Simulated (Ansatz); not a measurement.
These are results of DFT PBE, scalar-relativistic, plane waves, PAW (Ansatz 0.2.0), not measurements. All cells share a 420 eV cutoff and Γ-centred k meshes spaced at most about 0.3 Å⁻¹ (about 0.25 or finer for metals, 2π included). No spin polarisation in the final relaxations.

Temperature and zero-point effects are left out.

Compare these two cells of Ta2F, each relaxed at this level.

1.

```
CELL_PARAMETERS angstrom
1.56976 0.90630 5.74266
-1.56976 0.90630 5.74266
0.00000 -1.81260 5.74266
ATOMIC_POSITIONS crystal
Ta 0.77699 0.77699 0.77699
Ta 0.22301 0.22301 0.22301
F 0.00000 0.00000 0.00000
```

2.

```
CELL_PARAMETERS angstrom
3.01950 -1.39607 0.00000
3.01950 1.39607 0.00000
-1.62112 0.00000 5.91587
ATOMIC_POSITIONS crystal
Ta 0.59179 0.59179 0.82962
Ta 0.40821 0.40821 0.17038
F 0.00000 0.00000 0.50000
```

Problem. Which form is favoured at zero pressure, and by what margin per atom?

Solution. Cell 2 is lower, by 118 meV/atom. Cell 1 has the anti-cadmium chloride type, space group R-3m (No. 166), 16.3 Å³/atom and no gap on its mesh; cell 2 has space group C2/m (No. 12), 16.6 Å³/atom and no gap. Counting F atoms around Ta (those within 1.25 times the shortest such distance or 1.15 times the sum of covalent radii), cell 1 has Ta 3 and cell 2 has Ta 2. Both come from invented guesses.

These runs have no spin–orbit coupling, which can matter for Ta. In R-3m, C2/m an odd number of electrons in the primitive cell allows no gap without spin; a larger cell or a magnetic state could open one. Cells relaxed within their symmetry can be saddle points.

The C2/m form wins by 118 meV/atom even though each Ta has fewer F neighbours, so the number of Ta–F contacts doesn't set the order. In both cells, fluorine sheets separate double layers of Ta. The coordinates show that the monoclinic distortion takes F from six Ta neighbours to four, with shorter Ta–F distances, and also gives each Ta more short Ta–Ta contacts. One fluorine per two metal atoms can oxidise Ta only slightly, leaving most of its valence electrons for metal–metal bonding through the spatially extended 5d orbitals. The preference therefore probably reflects stronger Ta–Ta bonding together with fewer but tighter Ta–F bonds, though the total energies don't separate the two contributions. The R-3m form is slightly denser, so compression should narrow the gap, but the small volume difference suggests that modest pressure wouldn't reverse the order. The comparison ranks only these two structures and doesn't show that Ta2F resists disproportionation into tantalum metal and a higher fluoride.
